## Spinor GW and the inverted gap of Bi$_2$Te$_3$

### Problem

Near $\Gamma$ the highest valence and lowest conduction Kramers doublets of Bi$_2$Te$_3$ are modelled, along the in-plane line from $\Gamma$ that projects onto $\bar\Gamma\bar K$, by two blocks that differ only in the sign of $A$:

$$H(k)=C(k)\,\mathbb 1+(M-Bk^2)\,\tau_z+Ak\,\tau_x .$$

The Pauli matrices $\tau$ act on two parent states of opposite parity, not on spin. $\tau_z=+1$ is the Te $p$-like valence parent and $\tau_z=-1$ the Bi $p$-like conduction parent, so that $B>0$, and $M>0$ means that spin-orbit coupling has inverted the order at $\Gamma$. The direct gap is $g(k)=E_+-E_-$.

The data below were made for the exercise, with sizes typical of Kohn-Sham (KS) and quasiparticle (QP) bands of this solid, and rounded to 5 meV. Take independent standard uncertainties $\sigma=0.005$ eV on each gap and 0.002 Å$^{-1}$ on $k_0$. The QP wave vectors are exact mesh points.

| level | $k$ (Å$^{-1}$) | $g$ (eV) |
|---|---|---|
| KS, $\Gamma$ | 0 | $g_0=0.580$ |
| KS, minimum of $g$ | $k_0=0.062$ | $g_m=0.400$ |
| QP, $\Gamma$ | 0 | $g_0'=0.330$ |
| QP | $k_1=0.050$ | $g_1=0.315$ |
| QP | $k_2=0.100$ | $g_2=0.985$ |

(a) Give the spin structure of $P$, $W$, $\Sigma$ and the form of the QP Hamiltonian. (b) Infer $M,B,A$. (c) Infer the QP parameters and the shift $\Delta$ that separates the parent bands, and discuss uniqueness. (d) Propagate the uncertainties. (e) Judge a diagonal correction and the limits of the model.

### (a) Spin structure

Use $\hbar=1$, $1=(\mathbf r_1,t_1)$ and spin indices $a,b$. Spin-orbit coupling sits in the one-body Hamiltonian, so $G_{ab}$ is a full $2\times2$ matrix. The interaction is the Coulomb $v$, with Breit-type terms left out, and it couples only to the total density $n(1)=-i\sum_aG_{aa}(1,1^+)$. Let $V$ be the total scalar potential (external plus Hartree). Without vertex corrections $\delta G^{-1}=-\delta V\,\mathbb 1$, hence $\delta G=G\,\delta V\,G$ and

$$P(1,2)=\frac{\delta n(1)}{\delta V(2)}=-i\sum_{ab}G_{ab}(1,2)\,G_{ba}(2,1),\qquad W=v+vPW,$$

$$\Sigma_{ab}(1,2)=i\,G_{ab}(1,2)\,W(1^+,2).$$

$P$ is a spin trace, unchanged when the spin axes are rotated by $G\to UGU^\dagger$, and so is $W$. $\Sigma$ transforms like $G$ and has spin-flip elements. This is the special case, for a spin-independent interaction, of the spin-dependent Hedin equations of Aryasetiawan and Biermann (2008).

A static Hermitian approximation to $\Sigma-v_{xc}$, renormalisation factor included, has the crystal symmetry and time reversal of $H$. In the basis of the KS states at $\Gamma$ it therefore has the same expansion, and the QP Hamiltonian has the form of $H$ with $C',M',B',A'$. Opposite parity forbids a $\tau_x$ term at $\Gamma$. Lowering the valence parent relative to the conduction parent by $\Delta$ adds $-\tfrac{\Delta}{2}\tau_z$:

$$M'=M-\Delta/2,\qquad g_0'=|2M-\Delta| .$$

### (b) Kohn-Sham parameters

$C(k)$ drops out of the direct gap:

$$\frac{g^2}{4}=(M-Bk^2)^2+A^2k^2=M^2+(A^2-2MB)k^2+B^2k^4 .$$

Stationarity in $k^2$ gives $k_0^2=(2MB-A^2)/2B^2$, so an off-centre minimum (camel-back) exists only if $2MB>A^2$. The observed minimum thus requires $MB>0$, and $M=+g_0/2=0.2900$ eV.

Set $s=Bk_0^2$ and $u=A^2/2B$. The condition reads $s=M-u$. Then $g_m^2/4=u^2+2us=M^2-s^2$, which inverts in closed form:

$$s=\tfrac12\sqrt{g_0^2-g_m^2}=0.210\ \text{eV},\qquad u=M-s=0.080\ \text{eV},$$

$$B=s/k_0^2=54.6\ \text{eV Å}^2,\qquad A^2=2Bu=8.74\ \text{eV}^2\text{Å}^2,\qquad |A|=2.96\ \text{eV Å}.$$

Here $2MB=31.7$ eV$^2$Å$^2$, and the ratio $2MB/A^2=M/u=3.6$ does not depend on $k_0$.

### (c) Quasiparticle parameters and uniqueness

Since $M'^2=g_0'^2/4$, the quantity

$$y(k)=\frac{g^2-g_0'^2}{4k^2}=\eta+B'^2k^2,\qquad \eta=A'^2-2M'B',$$

is linear in $k^2$. The data give $y_1=-0.9675$ and $y_2=21.533$ eV$^2$Å$^2$. With $k_2=2k_1$,

$$B'^2=\frac{y_2-y_1}{k_2^2-k_1^2}=3000\ \text{eV}^2\text{Å}^4,\qquad B'=54.8\ \text{eV Å}^2,$$

$$\eta=\frac{4y_1-y_2}{3}=-8.47\ \text{eV}^2\text{Å}^2 .$$

The $\Gamma$ gap alone admits two shifts, $\Delta=g_0\mp g_0'$, with $M'=\pm g_0'/2$ and $A'^2=\eta\pm g_0'B'$, where $g_0'B'=18.08$ eV$^2$Å$^2$.

| branch | $\Delta$ (eV) | $M'$ (eV) | $A'^2$ (eV$^2$Å$^2$) |
|---|---|---|---|
| inverted | 0.250 | 0.165 | 9.61 |
| normal | 0.910 | $-0.165$ | $-26.54$ |

A Hermitian $H$ needs $A'^2\ge0$, so the normal branch is excluded: $\Delta=0.250$ eV and $|A'|=3.10$ eV Å.

This uniqueness is conditional. The sets $(M',B',A'^2)$ and $(-M',B',A'^2-4M'B')$ give the same $g(k)$ at every $k$. Both are admissible when $\eta\ge g_0'B'$, and then no number of gap values decides the band order: the parities at $\Gamma$ are needed. Gaps also never fix the sign of $A$, the function $C(k)$, or the common sign of $M$ and $B$, which the labelling of $\tau_z$ settles here.

Because $\eta<0$ the camel-back survives. It moves in to $k_0'=\sqrt{-\eta/2B'^2}=0.038$ Å$^{-1}$, with $B'k_0'^2=0.077$ eV and $g_m'=2\sqrt{M'^2-(B'k_0'^2)^2}=0.29$ eV. At fixed $A',B'$ it vanishes after a further shift $-\eta/B'=0.155$ eV, and the inversion after a further 0.330 eV.

### (d) Propagation of uncertainties

Use linear propagation, $\sigma_f^2=\sum_i(\partial f/\partial x_i)^2\sigma_i^2$, over the raw data, since $\eta$ and $B'$ are correlated.

**KS.** $\sigma_M=0.0025$ eV. From $ds=(g_0\,dg_0-g_m\,dg_m)/4s$, $s$ is known to 2.0%. The position of a flat minimum is the weak datum: $2\sigma_{k_0}/k_0=6.5\%$, so $B$ is known to 6.8%. For $\ln|A|=\tfrac12\ln(2su)-\ln k_0$ the contributions of $g_0,g_m,k_0$ are 0.2%, 0.9%, 3.2%, in total 3.4%.

**QP.** The derivatives with respect to $(g_0',g_1,g_2)$, in eV Å$^2$, are $(-82.5,\ 84.0,\ -16.4)$ for $\eta$ and $(-7.8,\ 58.7,\ 3.4)$ for $A'^2$. They give $\eta=-8.5\pm0.6$ eV$^2$Å$^2$, negative by 14 standard uncertainties. $A'$ hangs almost wholly on $g_1$, because at $k_1$ the mass term $M'-B'k_1^2=0.028$ eV is small and $g_1\approx2|A'|k_1$.

| | $M$ (eV) | $B$ (eV Å$^2$) | $\lvert A\rvert$ (eV Å) |
|---|---|---|---|
| KS | $0.2900\pm0.0025$ | $54.6\pm3.7$ | $2.96\pm0.10$ |
| QP | $0.1650\pm0.0025$ | $54.8\pm0.6$ | $3.10\pm0.05$ |

Thus $\Delta=0.250\pm0.007$ eV, and the margin of the camel-back is $0.155\pm0.009$ eV. The changes $B'-B=0.1\pm3.7$ eV Å$^2$ and $|A'|-|A|=0.14\pm0.11$ eV Å are not resolved. The data are compatible with a rigid shift of the parents, and a sharper $k_0$ would be needed to see a renormalised $A$.

### (e) Diagonal correction and limits

Take the rigid shift $-\tfrac{\Delta}{2}\tau_z$ with the KS $A,B$, and write $\epsilon=g/2$. In the KS eigenstates $\langle\pm|\tau_z|\pm\rangle=\pm(M-Bk^2)/\epsilon$ and $|\langle+|\tau_z|-\rangle|=|A|k/\epsilon$. Keeping diagonal elements only gives

$$\delta g=-\Delta\,\frac{M-Bk^2}{\epsilon}.$$

The gap shrinks where the bands are inverted and grows outside. At $k_c=\sqrt{M/B}=0.073$ Å$^{-1}$ this correction vanishes and leaves $g=2|A|k_c=0.431$ eV, while the off-diagonal element reaches $\Delta/2=0.125$ eV. Exact diagonalisation of the model gives $\sqrt{\Delta^2+4A^2k_c^2}=0.498$ eV. The diagonal scheme misses 0.067 eV, 13 times $\sigma$. The inversion in (c) is therefore valid only for QP energies that include the off-diagonal self-energy, although $\Delta$ at $\Gamma$ is the same in both schemes on the inverted branch.

With the compiled lattice constant $a=4.386$ Å (Luo 2012), $\bar\Gamma\bar K=4\pi/3a=0.955$ Å$^{-1}$, so $k_2$ lies at 10% of that distance. Cubic warping terms are omitted. The four-band model has two, $R_1(k_x^3-3k_xk_y^2)$ and $R_2(3k_x^2k_y-k_y^3)$, with $k_x$ along $\bar\Gamma\bar K$. On this line, $k_y=0$, the second vanishes. The first multiplies a matrix that anticommutes with those kept, so it adds $(R_1k^3)^2$ to $\epsilon^2$. For a typical $R_1\approx45$ eV Å$^3$, $R_1k_2^3=0.045$ eV and $g_2$ rises by $2(R_1k_2^3)^2/g_2=0.004$ eV, just below $\sigma$. Removing this from $g_2$ would lower $B'$ by 0.25 eV Å$^2$, lower $|A'|$ by 0.002 eV Å and raise $\eta$ by 0.07 eV$^2$Å$^2$, each within its propagated uncertainty. $\Delta$ and the choice of branch are untouched.

The 0.29 eV is the model's smallest direct QP gap on one line. It is 1.7 times the compiled band gap of Bi$_2$Te$_3$, 0.17 eV (Park 2016). The two are different quantities: any direct gap is an upper bound to the fundamental gap, whose extrema typically lie away from $\Gamma$ in the mirror planes of the zone, outside the reach of this expansion. There GW typically widens the gap from a local-density value near 0.1 eV, the opposite direction to the model's drop from 0.400 to 0.29 eV near $\Gamma$.